**Question: why does −Vee/Vne drop along the chlorine-like ions?**

I am looking at these Dirac-Hartree-Fock results for twelve ions that all have 17 electrons.

Chlorine-like ions, all [Ne] 3s2 3p5, computed with B-spline radial code 1 at the basis-set limit: Dirac-Coulomb Hartree-Fock, average of configuration, Fermi nucleus. The kinetic energy is the expectation value of c α·p + (β − 1)c²; Vee and Vne are the electron-electron and electron-nucleus energies. The total energy excludes Breit and QED terms.

| species | Z | charge (e) | E total (hartree) | kinetic (hartree) | electron-nucleus (hartree) | electron-electron (hartree) | −Vee/Vne |
| --- | --- | --- | --- | --- | --- | --- | --- |
| Mn8+ | 25 | 8 | -1136.154 | 1151.88 | -2603.20 | 315.170 | 0.1211 |
| Fe9+ | 26 | 9 | -1242.765 | 1261.41 | -2836.53 | 332.349 | 0.1172 |
| Co10+ | 27 | 10 | -1354.353 | 1376.32 | -3080.20 | 349.530 | 0.1135 |
| Ni11+ | 28 | 11 | -1470.934 | 1496.65 | -3334.30 | 366.718 | 0.1100 |
| Cu12+ | 29 | 12 | -1592.523 | 1622.47 | -3598.91 | 383.920 | 0.1067 |
| Zn13+ | 30 | 13 | -1719.140 | 1753.83 | -3874.11 | 401.141 | 0.1035 |
| Ga14+ | 31 | 14 | -1850.803 | 1890.79 | -4159.98 | 418.385 | 0.1006 |
| Ge15+ | 32 | 15 | -1987.532 | 2033.43 | -4456.62 | 435.656 | 0.0978 |
| As16+ | 33 | 16 | -2129.348 | 2181.80 | -4764.11 | 452.957 | 0.0951 |
| Se17+ | 34 | 17 | -2276.273 | 2335.99 | -5082.55 | 470.292 | 0.0925 |
| Br18+ | 35 | 18 | -2428.329 | 2496.06 | -5412.05 | 487.663 | 0.0901 |
| Kr19+ | 36 | 19 | -2585.541 | 2662.10 | -5752.71 | 505.074 | 0.0878 |

The last column falls from 0.1211 at Mn8+ to 0.0878 at Kr19+, with the configuration unchanged, and I can think of three reasons. Perhaps the electrons repel each other less in the highly charged ions. Perhaps it is Thomas-Fermi behaviour, since a log-log fit of the total energy against Z gives a power of 2.25, close to 7/3. Or it is relativity, since the kinetic energy exceeds −E by 16 hartree in the first row and 77 in the last, although the virial theorem says they should be equal. Which is it, and does that mismatch mean the runs are not converged?

**Answer**

The main cause is none of the three as you state them: at fixed electron number the attraction grows as Z² and the repulsion only as Z. Your second idea has a defensible version, and your third is real but small. I write Z for the nuclear charge, E for the total energy, T for the kinetic column, Vne for the electron-nucleus attraction and Vee for the electron-electron repulsion, so that E = T + Vne + Vee, all in hartree.

**Weaker repulsion**

The columns settle this one. Vee rises at every step, by a factor 1.60 from first row to last, while |Vne| rises by 2.21. The same runs show why the repulsion grows: the ion shrinks. The mean radius of 3s goes from 0.696 bohr in Co10+ to 0.505 bohr in Se17+, and the direct repulsion integral of two 3s electrons goes from 35.1 to 48.4 eV. The ratio falls because its denominator grows faster.

**Scaling with Z at fixed electron number**

Give the repulsion a strength λ (1 in the real ion) and measure lengths in units of 1/Z. The nonrelativistic Hamiltonian becomes Z² times a hydrogenic problem with a perturbation of size λ/Z, so

E = E0 Z² + λ E1 Z + λ² E2 + λ³ E3/Z + …

The Hellmann-Feynman theorem turns derivatives into parts:

Vne = Z ∂E/∂Z = 2E0 Z² + E1 Z − E3/Z

Vee = λ ∂E/∂λ = E1 Z + 2E2 + 3E3/Z

One power of Z in each comes from the shrinking of all distances, and Vne gets a second from the nuclear charge itself. (In the table Z dE/dZ matches Vne to 0.015 hartree, within rounding. That identity is built into the method, so it shows consistency only.)

The first two coefficients need no fit. E0 is the Bohr sum over 2, 8 and 7 electrons, −½(2/1 + 8/4 + 7/9) = −2.389, and E1 = 16.57 is the repulsion among unscreened hydrogenic orbitals, averaged over the configuration. To leading order the ratio is E1/(2|E0|Z) = 3.47/Z. This predicts a fall of 30.6 % over the series, against 27.5 % in the table, and it lies too high by 14.6 % of the table value at Mn8+ and 9.7 % at Kr19+. Put differently, ratio × Z is not constant but climbs at every step, from 3.03 to 3.16, staying below 3.47.

That shortfall is the response of the orbitals to the repulsion, and two corrections pull against each other. The term E1Z in Vne is screening: the cloud swells and feels less attraction, which raises the ratio, by a relative 3.47/Z. The term 2E2 in Vee is negative, because the swollen cloud also repels itself less, and with the fitted E2 it lowers the ratio by about 5.9/Z. The second wins, and both fade as 1/Z, hence the climb.

Why the second wins can be argued from the shells. The swelling grows outwards: in Co10+ the mean radius exceeds the nonrelativistic hydrogenic value (so relativistic contraction hides part of the swelling, most visibly in 1s) by 1 % for 1s, 14 % for 2s and 39 % for 3s, where 0.696 bohr compares with 13.5/27 = 0.500. The seven n = 3 electrons supply only (7/9)/4.78, or 16 %, of the unscreened attraction. But of the 136 electron pairs only 45 lie wholly within the neon core, so 91 involve an n = 3 electron, and the repulsion of a pair is set mainly by the radius of its outer member. These are the more distant pairs, so they carry less of the repulsion than their count suggests, but still far more than 16 %. Vee is therefore weighted more towards the shell that swells most than Vne is.

The same offset explains why a power-law fit of Vee gives 1.29 although Vee is nearly a straight line, with steps between 17.18 and 17.41 hartree. A line with a negative intercept looks steeper than the first power on a log-log plot.

**Thomas-Fermi**

The Z^(7/3) law belongs to neutral atoms, where the electron number grows with Z. There the ratio is 1/7 for every element, so it gives no fall at all, and it is 18 % above the table at Mn8+ and 63 % above at Kr19+. The exponent is a coincidence of the range. The local power of E is 2.29 for the first step and 2.23 for the last, moving away from 7/3; a power that falls with Z is what E0Z² + E1Z gives as the second term loses weight.

The fair version is the Thomas-Fermi ion, solved with 17 electrons and a finite boundary. With no parameter it gives a ratio 3.2 % below the table at Mn8+ and 0.3 % above at Kr19+, much closer than 3.47/Z, and a fall of 24.8 %. Its total energy, however, is 21 to 22 % too deep, which suggests a cancellation, and the Scott term exposes it. That term, +Z²/2 in E, repairs the excess binding near the nucleus; being a pure Z² term it reduces |Vne| by Z² and leaves Vee alone. For Mn8+ it moves the model ratio from 0.11718 to 0.14623, a factor 1.248. Then |Vne|/(|Vne| − 625) = 1.248 gives |Vne| ≈ 3150 and Vee ≈ 369 before the correction, against 2603 and 315 in the table. Both parts are too large, by 21 % and 17 %, and the quotient hides it. With the Scott term the energy comes within 4 to 5 % (now too shallow) and the ratio ends 21 to 24 % too high. The standard reason for the excess in Vee is that Thomas-Fermi has no exchange, so each electron also repels itself; that this accounts for most of the excess is my inference.

With or without Scott the fall stays near 25 %. This is no separate mechanism: the ion model also holds the electron number fixed while Z grows, and so contains the same Z against Z² scaling, with the shells smeared out.

**Relativity and the virial mismatch**

T = −E is the nonrelativistic theorem. For the Dirac operator, scaling the coordinates gives ⟨c α·p⟩ = −(Vne + Vee) for a point nucleus, so E = ⟨β − 1⟩c², which is −2c² times the sum of the small-component weights of the occupied spinors (c is the speed of light). The weights from the runs give −1354.343 for Co10+, against E = −1354.353, and differences of 0.020 and 0.034 hartree for Ga14+ and Se17+. For a finite nucleus the same scaling argument leaves twice the nuclear-size shift (2π/3)Zρ⟨r²⟩. For Se17+ the run has a density ρ = 39125 bohr⁻³ over the nucleus and an rms radius of 7.82 × 10⁻⁵ bohr, so the shift is (2π/3) × 34 × 39125 × (7.82 × 10⁻⁵)² = 0.017 hartree, and twice that is the 0.034 found. In these three rows the proper theorem holds, and poor convergence is not the reason for the mismatch.

The excess is useful. Multiplying Z, λ and c by a common factor multiplies E by its square, so Vne + Vee + c ∂E/∂c = 2E, and therefore T + E = c ∂E/∂c. The leading relativistic energy goes as 1/c², which makes it about −(T + E)/2: −7.9 hartree at Mn8+ and −38 at Kr19+, near 0.7 % and 1.5 % of E. The excess grows almost fivefold, as Z to the power 4.34. The hydrogenic leading order is Z⁴; screening, which weakens along the series, and higher orders steepen it. Unscreened Dirac levels would give 21.6 and 96.4 hartree where the table has 15.7 and 76.6.

Fast growth of a small part is still small. To size it I added a relativistic term, the Dirac hydrogenic sum plus a screening correction (r3Z³ + r2Z²)/c², with r3 and r2 fitted to T + E in all twelve rows, and then fitted E2 and E3 to E in all twelve rows; the printout below lists the result row by row. In this model relativity deepens Vne by 1.3 % at Mn8+ and 2.7 % at Kr19+. The contraction is visible in the runs, where ⟨1/r⟩ of 1s in Se17+ is 34.56, above the nonrelativistic unscreened 34. But a contracted cloud also repels more, by 0.5 % and 1.5 % in the model, so the ratio is lowered only by 0.7 % and 1.3 %. Switching the relativistic terms off changes the model's fall from 27.7 % to 27.3 %.

That difference should not be read closely, since these shares come from the model, and the model misses the table's fall of 27.5 % by about half as much. A looser bound does not need the share in Vee. If relativity left Vee untouched, the deepening of Vne would grow by 2.74 − 1.26 = 1.5 percentage points across the series, to be set against 27.5. Relativity adds to the trend and cannot drive it.

**One row in full**

Take Zn13+, Z = 30, with the fitted E2 = −48.85 and E3 = −20.3. The bare law gives 3.4686/30 = 0.1156. The nonrelativistic parts are

Vee = 16.5724 × 30 − 2 × 48.85 − 3 × 20.3/30 = 497.17 − 97.70 − 2.03 = 397.44

Vne = −2 × 2.38889 × 900 + 497.17 + 20.3/30 = −3802.15

and their ratio is 0.1045. The relativistic terms bring it to 0.1035, the table's value. The step from 0.1156 to 0.1045 is orbital relaxation and the step from 0.1045 to 0.1035 is relativity, about a tenth as large. This row entered the fits to E and to T + E, and it sits mid-series where the errors change sign, so it flatters the model. Vee and Vne themselves were not fitted, but their sum is fixed by the two fits, and the split is no independent test either: Vne = Z dE/dZ holds in table and model alike, so the error in Vne is Z times the slope of the error in the fitted E. From Mn8+ to Fe9+ that error goes from +0.036 to +0.012 hartree, and 25 times the step is −0.6, against errors in Vne of −0.69 and −0.51.

At the ends the ratio is off by +0.20 % (Mn8+) and −0.10 % (Kr19+) of the table value. In Vee the model runs from 0.71 hartree too high to 0.53 too low, steadily, about a thousand times the rounding of that column. So four fitted constants describe the ratio well, yet the truncation shows, and over so short a range of Z the pairs E2, E3 and r3, r2 trade against each other. The sign of E2 is safe, its digits are not, and 3.47 is a nonrelativistic limit of ratio × Z that the relativistic terms, growing with Z, will interfere with.

Nothing left out of the calculation can explain that drift, since the model is compared with the calculation, but it matters if you take the columns for the real ions. Each row averages the J = 3/2 and J = 1/2 levels of the single 2P term, and the 3p1/2–3p3/2 orbital gap is 0.095 hartree in Co10+ and 0.316 in Se17+. The Breit terms from the same runs, not included in E, are 0.41 and 1.37 hartree in the end rows, at most 0.27 % of Vee, and the QED terms, also left out of E, are smaller. Correlation is absent too; its rough size, as I recall it for this many electrons, is of the order of one hartree. All are far too small to touch a 27.5 % fall.

For neighbouring cases, ask whether the electron number is fixed. Along a many-electron isoelectronic sequence at moderate Z expect Vee close to a straight line with a negative intercept and the ratio falling a little more slowly than 1/Z, the departure being largest at low ionic charge, where the outer shell is most swollen. With only two electrons the two 1/Z corrections nearly cancel, and relativity, whose relative size grows as Z², can make the ratio fall faster than 1/Z. Along neutral atoms the Thomas-Fermi argument applies instead and the ratio should change far less.

What stays open is the drift in Vee. The table's Vee climbs faster than the model's by (0.71 + 0.53)/11 = 0.11 hartree per unit of Z. Terms beyond E3 would matter most at the Mn end and higher-order relativistic screening at the Kr end, and twelve rows between Z = 25 and 36 do not tell whether one or both are responsible, since the drift is just the slope of the small error left in the fit to E. A nonrelativistic run of the same ions would separate the two.

The analysis program printed:

```
last/first: Vee 1.603 |Vne| 2.210 |E| 2.276 T+E 4.868 ratio 0.7252 Z 1.440
power of Z: E 2.254 (7/3=2.333) Vne 2.174 Vee 1.291 ratio -0.883 T+E 4.340
local power of E, first/last step: 2.287 2.227
dVee/dZ first/last step: 17.179 17.411 hartree
computed E0 -2.38889 E1 16.5724; E1/(2|E0|) 3.4686; fitted E2 -48.85 E3 -20.3 r3 5.016 r2 -37.25
1/Z terms of ratio*Z: 2E2/E1 -5.89, E1/(2|E0|) +3.47, sum -2.43
ion ratio ratio*Z | bare1/Z TFion TF+Scott nonrel full | T+E, model-table T+E, E, Vee, Vne (hartree)
Mn8+  0.12107 3.027 | 0.13875 0.11718 0.14623 0.12220 0.12131 | 15.73 +0.045 +0.036 +0.71 -0.69
Fe9+  0.11717 3.046 | 0.13341 0.11394 0.14195 0.11824 0.11733 | 18.64 +0.029 +0.012 +0.51 -0.51
Co10+ 0.11348 3.064 | 0.12847 0.11082 0.13785 0.11451 0.11357 | 21.97 +0.009 -0.005 +0.34 -0.37
Ni11+ 0.10998 3.080 | 0.12388 0.10782 0.13395 0.11099 0.11004 | 25.72 -0.001 -0.015 +0.20 -0.23
Cu12+ 0.10668 3.094 | 0.11961 0.10495 0.13022 0.10767 0.10669 | 29.95 -0.017 -0.021 +0.07 -0.10
Zn13+ 0.10354 3.106 | 0.11562 0.10221 0.12667 0.10453 0.10353 | 34.69 -0.025 -0.023 -0.05 +0.03
Ga14+ 0.10057 3.118 | 0.11189 0.09958 0.12329 0.10157 0.10054 | 39.99 -0.026 -0.020 -0.15 +0.14
Ge15+ 0.09775 3.128 | 0.10839 0.09707 0.12006 0.09876 0.09771 | 45.90 -0.031 -0.015 -0.24 +0.25
As16+ 0.09508 3.138 | 0.10511 0.09467 0.11698 0.09609 0.09502 | 52.45 -0.020 -0.006 -0.32 +0.34
Se17+ 0.09253 3.146 | 0.10202 0.09238 0.11405 0.09356 0.09246 | 59.72 -0.011 +0.005 -0.40 +0.42
Br18+ 0.09011 3.154 | 0.09910 0.09018 0.11125 0.09116 0.09003 | 67.73 +0.013 +0.018 -0.47 +0.49
Kr19+ 0.08780 3.161 | 0.09635 0.08807 0.10857 0.08887 0.08771 | 76.56 +0.045 +0.033 -0.53 +0.55
rounding (hartree): E, Vee 0.0005; T, Vne, T+E 0.005; ratio from parts 1e-6. Fall of ratio: 0.03327 (27.5 %)
bare1/Z  error first +14.60 % last +9.74 % worst +14.60 % (Mn8+); fall 0.04239 (30.6 %)
TFion    error first -3.21 % last +0.32 % worst -3.21 % (Mn8+); fall 0.02911 (24.8 %)
TF+Scott error first +20.78 % last +23.66 % worst +23.66 % (Kr19+); fall 0.03766 (25.8 %)
nonrel   error first +0.94 % last +1.22 % worst +1.22 % (Kr19+); fall 0.03333 (27.3 %)
full     error first +0.20 % last -0.10 % worst +0.20 % (Mn8+); fall 0.03360 (27.7 %)
neutral TF ratio 1/7: error first +18.0 % last +62.7 %, fall 0
E error neutral TF: first +23.7 % last +27.2 %
E error TF ion: first +22.2 % last +21.1 %
E error TF ion+Scott: first -5.3 % last -4.0 %
Mn8+ model relativistic part: E -7.71 (-(T+E)/2 -7.86, 0.68 % of E), Vne -32.9 (1.26 %), Vee +1.69 (0.54 %), ratio -0.73 %; unscreened T+E 21.64
Kr19+ model relativistic part: E -36.70 (-(T+E)/2 -38.28, 1.42 % of E), Vne -157.3 (2.74 %), Vee +7.32 (1.45 %), ratio -1.30 %; unscreened T+E 96.39
relativistic share of the model fall: 0.8 %
Z dE/dZ - Vne (5-point): max 0.015 hartree, rounding up to 0.031; max|T+Vne+Vee-E| 0.006
Co10+ Dirac virial -2c^2*sum(small weight) -1354.343, E -1354.353, diff +0.010 hartree
Ga14+ Dirac virial -2c^2*sum(small weight) -1850.783, E -1850.803, diff +0.020 hartree
Se17+ Dirac virial -2c^2*sum(small weight) -2276.239, E -2276.273, diff +0.034 hartree
Breit total first/last 0.41 1.37 hartree = 0.13 0.27 % of Vee
```
